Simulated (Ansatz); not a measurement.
## Ligand exchange: HBr + C2H8O3Si2 → SiH3Br + C2H6O3Si

Gas-phase species: HBr, singlet; C2H8O3Si2 `C=C[Si](O)(O)O[SiH3]`, singlet; SiH3Br `[SiH3]Br`, singlet; C2H6O3Si `C=C[Si](O)(O)O`, singlet. The partners trade H for SiH3: Br–H and O–SiH3 bonds give way to Br–SiH3 and O–H.

Shapes, held fixed at every level: PBE0-D4/def2-TZVP. Flexible molecules stand in one conformer, not always the lowest. Programs: Ansatz 0.2.0. Electronic energies: no zero-point or thermal term.

```json
{"level": "PBE-D4/def2-TZVPP", "kind": "GGA", "ΔE (kJ/mol)": "+2.5", "less CCSD(T)/def2-TZVPP": "-13.4"}
{"level": "r2SCAN-D4/def2-TZVPP", "kind": "meta-GGA", "ΔE (kJ/mol)": "+9.0", "less CCSD(T)/def2-TZVPP": "-6.9"}
{"level": "B3LYP-D4/def2-TZVPP", "kind": "global hybrid", "ΔE (kJ/mol)": "+17.4", "less CCSD(T)/def2-TZVPP": "+1.5"}
{"level": "PBE0-D4/def2-TZVPP", "kind": "global hybrid", "ΔE (kJ/mol)": "+4.6", "less CCSD(T)/def2-TZVPP": "-11.3"}
{"level": "wB97M-V/def2-TZVPP", "kind": "range-separated hybrid", "ΔE (kJ/mol)": "+10.9", "less CCSD(T)/def2-TZVPP": "-5.0"}
{"level": "wB97X-V/def2-TZVPP", "kind": "range-separated hybrid", "ΔE (kJ/mol)": "+11.7", "less CCSD(T)/def2-TZVPP": "-4.2"}
{"level": "MP2/def2-TZVPP", "kind": "perturbation theory", "ΔE (kJ/mol)": "+12.5", "less CCSD(T)/def2-TZVPP": "-3.4"}
{"level": "CCSD(T)/def2-TZVPP", "kind": "coupled cluster or CI", "ΔE (kJ/mol)": "+15.9", "less CCSD(T)/def2-TZVPP": "0.0"}
```

The highest level, CCSD(T)/def2-TZVPP, gives ΔE = +15.9 kJ/mol; the levels span +2.5 to +17.4. The column of differences is taken from that level and isn't an error. No measured value is set beside it here. Relativity is left out for Br. Outer-core shells of Br are correlated, in sets that cover them unevenly.

Every level makes cleavage of the siloxane link by HBr endothermic, though only mildly: +15.9 kJ/mol with CCSD(T), and close to thermoneutral with PBE and PBE0. The small value reflects a near balance between two preferences for oxygen over bromine. Hydrogen gains by moving from Br to O, but silyl loses somewhat more by moving the other way. The Si–O bond is short and strongly polar, with added stabilisation from oxygen lone pairs delocalising into σ* orbitals on silicon, whereas the larger, less electronegative bromine binds silicon less strongly.

Exact exchange alone doesn't order the functionals: PBE0 stays near PBE, while B3LYP lies close to CCSD(T). That closeness probably owes something to cancellation between the O–H/Br–H and Si–O/Si–Br contributions, and doesn't establish B3LYP as generally better for silyl exchange. The agreement in sign supports a modest electronic preference for the siloxane and HBr, but says nothing about how readily acid cleaves the link in solution, where solvation and silanol condensation also matter.
